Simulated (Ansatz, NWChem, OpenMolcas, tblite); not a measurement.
How methods differ on CH2F3Si (SMILES [CH2][Si](F)(F)F)

The species is CH2F3Si (7 atoms), meant as a doublet with charge 0. As SMILES, `[CH2][Si](F)(F)F`. Geometry: relaxed at PBE0-D4/def2-TZVP.

Quantity: the vertical ionisation energy (to the singlet cation), in eV. The values are calculated.

```json
{"level": "IPEA1-xTB", "kind": "semi-empirical", "program": "tblite", "value (eV)": "14.20", "CPU time (all runs)": "under 2 s"}
{"level": "UHF/def2-SVP", "kind": "Hartree–Fock", "program": "Ansatz", "value (eV)": "10.34", "CPU time (all runs)": "3.9 s"}
{"level": "USVWN5/def2-SVP", "kind": "LDA", "program": "Ansatz", "value (eV)": "10.72", "CPU time (all runs)": "6.3 s"}
{"level": "UPBE/def2-SVP", "kind": "GGA", "program": "OpenMolcas", "value (eV)": "10.61", "CPU time (all runs)": "57 s"}
{"level": "U-r2SCAN/def2-SVP", "kind": "meta-GGA", "program": "Ansatz", "value (eV)": "10.94", "CPU time (all runs)": "26 s"}
{"level": "UPBE0/def2-SVP", "kind": "global hybrid", "program": "NWChem", "value (eV)": "10.94", "CPU time (all runs)": "72 s"}
{"level": "UCAM-B3LYP/def2-SVP", "kind": "range-separated hybrid", "program": "Ansatz", "value (eV)": "10.89", "CPU time (all runs)": "17 s"}
{"level": "UHSE06/def2-SVP", "kind": "range-separated hybrid", "program": "Ansatz", "value (eV)": "10.93", "CPU time (all runs)": "15 s"}
{"level": "UMP2/def2-SVP", "kind": "perturbation theory", "program": "Ansatz", "value (eV)": "10.65", "CPU time (all runs)": "4.6 s"}
{"level": "UBCCD(T)/def2-SVP", "kind": "coupled cluster or CI", "program": "Ansatz", "value (eV)": "10.60", "CPU time (all runs)": "1.7 min"}
```

The values span 10.34 to 14.20 eV. The xTB values lack the empirical shift that such differences need. CPU times are rough (shared hosts, several kinds of processor and program).

Apart from the xTB value, the results agree that removing an electron from this radical costs between 10.34 and 10.94 eV. The electron leaves a singly occupied orbital that is essentially carbon 2p, giving a formally empty p orbital next to silicon. The strongly polarised SiF3 group withdraws electron density and offers that centre little donation, which accounts for an ionisation energy above that of the methyl radical.

Hartree–Fock gives the lowest value because the neutral radical has more correlation energy to lose than the cation; MP2 and coupled cluster restore much of this difference, reaching 10.65 and 10.60 eV. The density functionals all lie above coupled cluster, but not in order of exact exchange: r2SCAN, which has none, matches PBE0 at 10.94 eV. PBE's near-coincidence with coupled cluster does not establish it as the most accurate functional, since the correlated values would probably rise in a larger basis.
